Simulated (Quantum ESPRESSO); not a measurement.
# Work function, surface force and surface energy of unrelaxed Ir(100) films of 3 to 8 layers with PBE and RPBE

A metal screens charge within about one atomic layer, yet the work function of a thin iridium film still changes when a layer is added well below the surface. The size of this change matters for thin metal contacts and electron emitters, and it decides how thick a slab must be to stand for a bulk crystal. The work function Φ is taken here from the Fermi level to the vacuum level outside the film. Alongside it stand the force on the top atom, negative when it points into the film, and the excess energy of both faces per 1×1 cell. The atoms sit at bulk places, whereas the real (100) face of iridium rebuilds, so the numbers describe an ideal termination and are not compared with measurement.

## Calculations

Quantum ESPRESSO 7.5 (pw.x), driven by a script. Symmetric 1×1 slabs of Ir(100) (fcc) at the tabulated measured lattice constant, atoms at bulk places, 7.5 Å of empty space on each side as the script builds them, with open boundaries by the effective screening medium. Mesh 12×12×1 for all thicknesses, Marzari-Vanderbilt smearing of 0.02 Ry, spin-paired, no spin-orbit coupling. PBE, GBRV ultrasoft: cutoffs 40 and 200 Ry; RPBE, GBRV ultrasoft made under PBE: cutoffs 40 and 200 Ry. The excess energy is the slab's energy less the number of layers times the slope of a straight line through the thicker slabs; it is twice the surface energy per cell.

Notes on method and selection:

- Confinement between the two faces quantises the states along the normal, so values can oscillate with thickness.
- The measured lattice constant is no functional's own, which adds to the force.
- Measured work functions of the rebuilt (100) and (110) faces of Au, Pt and Ir, of Ta(111), and of polycrystals are not set beside the runs.
- Runs in which the search for lower states was switched off are not listed.
- Runs that did not converge, have known faults or may not be shown are not listed, and runs on Ansatz's PAW sets soft_1 and soft_2 are kept to separate tables.

Columns:

- layers: number of atomic layers.
- Φ (eV): work function: vacuum level outside the slab less the Fermi level.
- force (eV/Å): force on the top atom along the outward normal; negative pulls it inwards.
- excess energy (meV): excess energy of the slab, both faces, per 1×1 cell.

## The series

| member | layers | Φ (eV), PBE, GBRV ultrasoft | Φ (eV), RPBE, GBRV ultrasoft made under PBE | force (eV/Å), PBE, GBRV ultrasoft | force (eV/Å), RPBE, GBRV ultrasoft made under PBE | excess energy (meV), PBE, GBRV ultrasoft | excess energy (meV), RPBE, GBRV ultrasoft made under PBE |
| --- | --- | --- | --- | --- | --- | --- | --- |
| 3 layers | 3 | 5.434 | 5.276 | −0.770 | −0.583 | 2729 | 2472 |
| 4 layers | 4 | 5.526 | 5.370 | −0.559 | −0.360 | 2772 | 2516 |
| 5 layers | 5 | ? | ? | ? | ? | ? | ? |
| 6 layers | 6 | 5.563 | 5.408 | −0.708 | −0.513 | 2738 | 2481 |
| 7 layers | 7 | 5.539 | 5.382 | −0.653 | −0.467 | 2758 | 2502 |
| 8 layers | 8 | 5.538 | 5.382 | −0.694 | −0.502 | 2766 | 2509 |

Cells marked ? are withheld until the estimate has been made.

## Mechanism

With PBE, Φ rises by 5.526 − 5.434 = 0.092 eV from three layers to four. It is highest among the members shown at six layers, 5.563 eV, and the films of six, seven and eight layers lie within 5.563 − 5.538 = 0.025 eV of each other. The three-layer film is thus the clear departure, about 0.1 eV below the thickest one.

Confinement offers a reason. Between two faces a distance L apart, the wave number along the normal is limited to roughly k = nπ/L, with n a whole number. Each added layer shifts these levels and changes how they are filled, which moves the Fermi level and the charge that spills out at the faces. The spacing of the levels shrinks as L grows, so the changes should fade, though not necessarily in one direction. Sampling error of the fixed 12×12×1 mesh may add to the smaller ones.

The force does not settle steadily either. With PBE it is −0.770 eV/Å at three layers, −0.559 at four and −0.708 at six. It is inward throughout, as expected when top atoms that have lost neighbours strengthen their bonds to the layer below. The excess energy varies less, by 2772 − 2729 = 43 meV, under 2 % of its size. At eight layers it gives a surface energy of 2766 / 2 = 1383 meV per surface cell.

RPBE repeats the pattern with nearly constant offsets. Its Φ is lower by 0.155 to 0.158 eV and its excess energy by 256 or 257 meV, so the dependence on thickness hardly involves the choice between these two functionals. Its inward force is weaker by about 0.19 eV/Å. Part of this is likely to come from the shared measured lattice constant: RPBE prefers a larger cell than PBE, so its film is more compressed, both in the plane and between the layers, and pushes its top layer outwards more.

## An estimate before looking

Plain estimates from the members shown:

- 5 layers (PBE, GBRV ultrasoft), straight-line interpolation between 4 layers and 6 layers: w = (5 − 4) / (6 − 4) = 0.500, so 5.526 + 0.500 × (5.563 − 5.526) = 5.544 eV

The straight line between the neighbours, four and six layers, gives (5.526 + 5.563) / 2 = 5.544 eV for PBE. It uses the two closest thicknesses and gives no weight to the low three-layer value.

The same route can be tried on the three inner members shown. Seven layers, from six and eight, comes out at (5.563 + 5.538) / 2 = 5.551 eV, a miss of 5.551 − 5.539 = 0.012 eV. Six layers, from four and seven, comes out at 5.526 + (5.539 − 5.526) × 2 / 3 = 5.535 eV, a miss of 5.563 − 5.535 = 0.028 eV. Four layers, from three and six, comes out at 5.434 + (5.563 − 5.434) / 3 = 5.477 eV, a miss of 5.526 − 5.477 = 0.049 eV. The last two tests span a gap of three layers. For a curve of constant curvature the miss grows as the product of the distances to the two neighbours, which is 1 × 2 = 2 there and 1 × 1 = 1 for the five-layer film. Halving those two misses leaves 0.012, 0.014 and 0.025 eV, with a root mean square of 0.018 eV, rounded to an error of 0.02 eV.

The flattening of Φ with thickness would favour a value slightly above the line, but an oscillation from confinement could act either way, and the seven-layer film lies below its line. No shift is therefore applied.

**Committed estimate, 5 layers (PBE, GBRV ultrasoft): Φ = 5.54 ± 0.02 eV.**

## How the estimate fared

| member | level | layers | Φ (eV) | force (eV/Å) | excess energy (meV) |
| --- | --- | --- | --- | --- | --- |
| 5 layers | PBE, GBRV ultrasoft | 5 | 5.552 | −0.745 | 2745 |
| 5 layers | RPBE, GBRV ultrasoft made under PBE | 5 | 5.395 | −0.558 | 2489 |

| member | estimate | Φ (eV) | computed | estimate − computed | miss in error bars |
| --- | --- | --- | --- | --- | --- |
| 5 layers (PBE, GBRV ultrasoft) | committed | 5.540 | 5.552 | −0.012 | 0.6 |
| 5 layers (PBE, GBRV ultrasoft) | interpolation | 5.544 | 5.552 | −0.008 |  |

The estimate of 5.54 ± 0.02 eV lies 0.012 eV below the computed 5.552 eV, inside its error bar. The unrounded interpolation, 5.544 eV, came slightly closer, but the two are the same estimate apart from rounding.

The expectation that a flattening curve would put five layers a little above the line was right in sign. The excess is only 0.008 eV, too small to count as support for any mechanism. RPBE gives a similar excess, 5.395 − (5.370 + 5.408) / 2 = 0.006 eV.

The force behaves quite differently. Halfway between four and six layers, PBE would have −(0.559 + 0.708) / 2 = −0.634 eV/Å, whereas the computed force is −0.745 eV/Å, a stronger inward pull by 0.11 eV/Å. A smooth work function therefore does not imply a smooth force. Uneven variation of this kind is compatible with quantised states between the faces, but the fixed mesh may contribute to it.

## Outliers

In the work function the three-layer film stands apart. The mean of the other five PBE values is (5.526 + 5.552 + 5.563 + 5.539 + 5.538) / 5 = 5.544 eV, and the three-layer film lies 5.544 − 5.434 = 0.110 eV below it, while those five span only 5.563 − 5.526 = 0.037 eV. With a single layer between its two surface layers, this film has no bulk-like interior, and the disturbed charge of the two faces overlaps. That makes a departure likely, though its downward sign does not follow from overlap alone.

In the force the four-layer film is farthest out. With PBE the inward pull on the others averages (0.770 + 0.745 + 0.708 + 0.653 + 0.694) / 5 = 0.714 eV/Å, and that on the four-layer film is weaker by 0.714 − 0.559 = 0.155 eV/Å. RPBE shows the same weakening, so the choice between the two functionals is not the cause. A confined level close to the Fermi energy could change the bonding of the top layer in this way, and so could incomplete sampling of such a level by the 12×12×1 mesh.

No film stands out as clearly in the excess energy.

## Rules of thumb and their limits

From four to eight layers the PBE work function stays within 0.037 eV, and each film of four to seven layers matches the eight-layer one to 5.563 − 5.538 = 0.025 eV or better. Four layers therefore serve for the work function at that tolerance, but not for the force. For an inner member of that range, interpolation between adjacent films misses by less than 0.02 eV, but the mean of the other films does about as well, so no rule in thickness follows.

For thermionic emission at 2000 K, with the Boltzmann constant k in eV/K and kT = 0.000086 × 2000 = 0.17 eV, the full range of 0.037 eV changes the current by a factor of exp(0.037 / 0.17) = 1.2, other things being equal.

Freezing the atoms may matter as much for the surface energy as the thickness does. If the top layer moved inwards by roughly 0.07 Å under a force falling linearly from 0.7 eV/Å to zero, each face would gain 0.5 × 0.7 × 0.07 = 0.025 eV. Both faces together would lower the excess energy by about 50 meV, against a spread of 43 meV among the PBE films. The reconstruction of the real face lowers it further.
